The energy change is the energy per atom of a uniformly scaled crystal less that of the unscaled cell. The pressure is the stress that the scaled crystal exerts on its surroundings, positive when it has been squeezed. Both were computed with density-functional theory for arsenic and phosphorus in the body-centred cubic (bcc) structure, at seven volumes each. The volume scale x is the volume divided by that of the relaxed cell, V₀.

Bcc As (18.13 Å³ per atom at scale 1, 15×15×15 k mesh) and P (13.69 Å³, 16×16×16), computed with Ansatz 0.2.0 using PBEsol and scalar-relativistic plane-wave PAW, without spin polarisation. The cutoff is 420 eV and the Fermi-Dirac smearing 0.1 eV. Energies are corrected to zero smearing, while pressures are those at the stated smearing.

```
volume scale  energy change, As (meV/atom)  pressure, As (GPa)  energy change, P (meV/atom)  pressure, P (GPa)
        0.88                          94.7               15.89                         79.9              17.85
        0.92                          38.1                9.42                         32.3              10.50
        0.96                           8.2                4.18                          7.3               4.61
           1                           0.0                0.00                          0.0              -0.12
        1.04                           8.6               -3.32                          7.2              -4.03
        1.08                          30.3               -5.97                         26.6              -7.31
        1.12                          62.5               -8.11                         56.5             -10.02
```

Neither element is bcc under ordinary conditions; this structure, or in phosphorus perhaps only a close relative of it, appears under very high pressure. Here the calculation holds the atoms in the bcc arrangement by symmetry, and whether the crystal would stay there if the atoms were free to move was not tested. The numbers therefore describe the stiffness of a simple dense packing and should not be used for ordinary grey arsenic or black phosphorus. The simplicity is useful all the same, since the two crystals differ only in the kind of atom and in its size.

**Two columns, two orders**

In every strained row phosphorus has the larger pressure, whether in compression or in tension, and yet arsenic has the larger energy change. At x = 0.88, for example, phosphorus pushes back with 17.85 GPa and arsenic with 15.89 GPa, but the energies are 79.9 and 94.7 meV per atom. The element that resists more strongly is the cheaper one to deform.

The contradiction disappears once the units are read. A pressure is an energy per volume, while the energy column counts per atom, and an arsenic atom brings more volume with it. Let ε = x − 1 be the relative change of volume and B the bulk modulus, that is, the pressure needed per unit of relative compression. For small ε the pressure is −Bε, and the work done against it, summed from zero strain, is

E ≈ ½ B V₀ ε².

The pressure thus follows B alone, whereas the energy per atom follows the product B·V₀.

An estimate for arsenic shows how well this works. The pressures at x = 0.96 and 1.04 differ by 7.50 GPa over a volume change of 0.08, which gives B ≈ 94 GPa. With V₀ = 18.13 Å³ and ε = ±0.08, the energy is ½ × 94 × 18.13 × 0.0064 GPa·Å³. Since 1 eV/Å³ is 160.2 GPa, this is 34 meV.

The table has 38.1 meV at x = 0.92 and 30.3 meV at x = 1.08, two rows that played no part in finding B. Their mean is 34 meV, as estimated. The formula gets the average cost of a deformation right and leaves out the difference between squeezing and stretching.

For phosphorus the same two volume scales give B ≈ 108 GPa. Arsenic has 0.87 times this modulus but 1.32 times the atomic volume, so its product B·V₀ is about 15 % larger. That is enough to explain the opposite orders. The moduli themselves carry an uncertainty of unknown size: the functional is approximate, and the atomic datasets were made for a different one (PBE).

**Why the smaller atom is stiffer**

Both atoms have five valence electrons, and phosphorus packs them into less space. Electrons confined to a smaller region have a higher kinetic energy, which grows as one over the square of the length, or as V^(−2/3). The electrostatic attraction that holds the crystal together grows only as one over the length, or as V^(−1/3). In the simplest picture, an electron gas held together by point charges, the crystal settles where the two balance, and it is stiff because the kinetic part wins as soon as the volume shrinks.

This electron-gas picture can be written down in two lines. With the balance placed at x = 1, the energy is E = A(x^(−2/3) − 2x^(−1/3)), and its slope gives

P/B = 3(x^(−5/3) − x^(−4/3)), with B = 2A/(9V₀).

For a fixed number of electrons A itself varies as V₀^(−2/3), so that B should vary as V₀^(−5/3). The two volumes have to be taken from the calculation, for with equal charges the picture would make them equal. That arsenic is the larger atom is due to its inner electrons, which the picture leaves out.

The picture gives the right direction and too large an effect. It would make the modulus of arsenic 0.63 times that of phosphorus, where the calculation has 0.87. Arsenic is softer, as its lower electron density suggests, but much less so than a plain electron gas would be. Something besides the density of valence electrons must act differently in the two elements; the ratio alone does not tell whether it stiffens arsenic or softens phosphorus.

**Why squeezing costs more than stretching**

At a volume change of 12 %, compression costs 1.5 times as much energy as expansion in arsenic and 1.4 times as much in phosphorus. The main cause is that the modulus is not constant. It rises as the crystal is squeezed and falls as it is stretched, so each further step of compression meets more resistance and each further step of expansion meets less. To the next order,

E ≈ B V₀ [ε²/2 − (B′ + 1)ε³/6],

where B′ is the rate at which the modulus grows with pressure. The 1 beside it is there because an equal step of volume is a larger fraction of a smaller crystal. The square is the same on both sides, and the cube raises the cost of compression and lowers that of expansion.

The electron gas already contains this asymmetry, because its repulsive term is steeper than its attractive one. It has B′ = 5/3 + 4/3 = 3. Both computed curves are more lopsided. At x = 0.88 the electron gas expects a pressure of 15.5 % of the modulus, while arsenic reaches 17.0 % and phosphorus 16.6 %; on the expanded side both crystals pull back more weakly than the electron gas does.

Theory offers a possible reason. In a crystal of real atoms, bonding and repulsion depend on how far the orbitals of neighbours overlap, and overlap dies away with distance roughly as an exponential. The energy then changes faster on approach, and levels off sooner on separation, than the gentle powers of the electron gas allow. The present numbers show that a steeper law is needed, but they do not separate overlap from other contributions.

The Vinet equation of state is built on such an exponential. It was fitted by least squares to all seven pressures of each element, counted from the value at x = 1, with B and one shape constant free. It gives B′ ≈ 4.6 for arsenic and 4.0 for phosphorus and misses no pressure by more than about 0.1 GPa. Integrated over volume, the fitted pressures return the energies to within 1 meV per atom, after the two small corrections explained below. This shows that the two columns agree with each other; as both come from the same calculation, it is no independent test of either.

Divided by their moduli, the two pressure curves nearly coincide, but the curve of arsenic bends more. One possible reason is the filled 3d shell beneath its valence electrons, which phosphorus lacks. The same shell might also have a part in the ratio of the two moduli, which the electron density alone does not explain. Both statements are guesses, for no calculation here varies the shell on its own.

**Why the rule seems to fail at 4 %**

Close to the relaxed volume the table appears to contradict all this. Arsenic pays 8.2 meV for a compression of 4 % and 8.6 meV for an equal expansion, which is the wrong way round. Phosphorus pays 7.3 and 7.2 meV, almost the same on both sides. Neither case reveals a new property of the material; in both, the curve is measured from a point slightly beside its minimum.

Such an offset matters here because the expected asymmetry is so small. The cubic term makes compression dearer than expansion by B V₀(B′ + 1)|ε|³/3, which for arsenic at 4 % is only about 1.3 meV. A minimum that lies slightly to one side of x = 1 adds a term proportional to ε, and this can easily be as large. From 4 % to 12 % the cubic term grows 27-fold and the linear one only threefold, so the true asymmetry emerges in the outer rows.

In arsenic the offset comes from the treatment of the electrons near the Fermi level. Their occupation was smeared, as if they were hot, to make the calculation of a metal converge smoothly. The cell was relaxed with this smearing in place, but the energy column is corrected to zero smearing by adding back half of the electronic entropy term. The pressure and the energy thus belong to two slightly different curves, whose minima need not coincide.

In the same calculations the entropy term of arsenic rises from 17.3 meV at x = 0.96 to 20.5 meV at x = 1.04. The term is a rough measure of how many electron levels lie near the Fermi level, and in arsenic their number grows as the crystal expands. Half of the increase in the term, 1.6 meV, is loaded onto the expanded side by the correction, and that is more than the cubic term can offset. With the smearing left in, compression costs about 9 meV and expansion 7.8 meV, the normal order. The reversal therefore arises because the cell was relaxed on one curve and the energies are read from the other. It does not mean that arsenic is easier to squeeze than to stretch.

Phosphorus provides the comparison. Its entropy term is nearly the same at these two volumes, so the correction hardly tilts its curve. Its cell, however, was left with a pressure of −0.12 GPa at x = 1, which means that it would still like to shrink a little. Across the interval from 0.96 to 1.04 this tension contributes 0.12 × 0.08 × 13.69 / 160.2 eV, or about 0.8 meV, in favour of compression. Once it is removed, compression is dearer by 0.9 meV, as the cubic term requires.

The same reasoning serves for another element in this structure. The modulus sets the pressure, the modulus times the atomic volume sets the energy per atom, and B′ sets how much dearer compression is than expansion. That last difference is better read from volume changes of around 10 %. At a few per cent, a residual pressure of a tenth of a gigapascal can hide most or all of it in crystals about as soft as these.
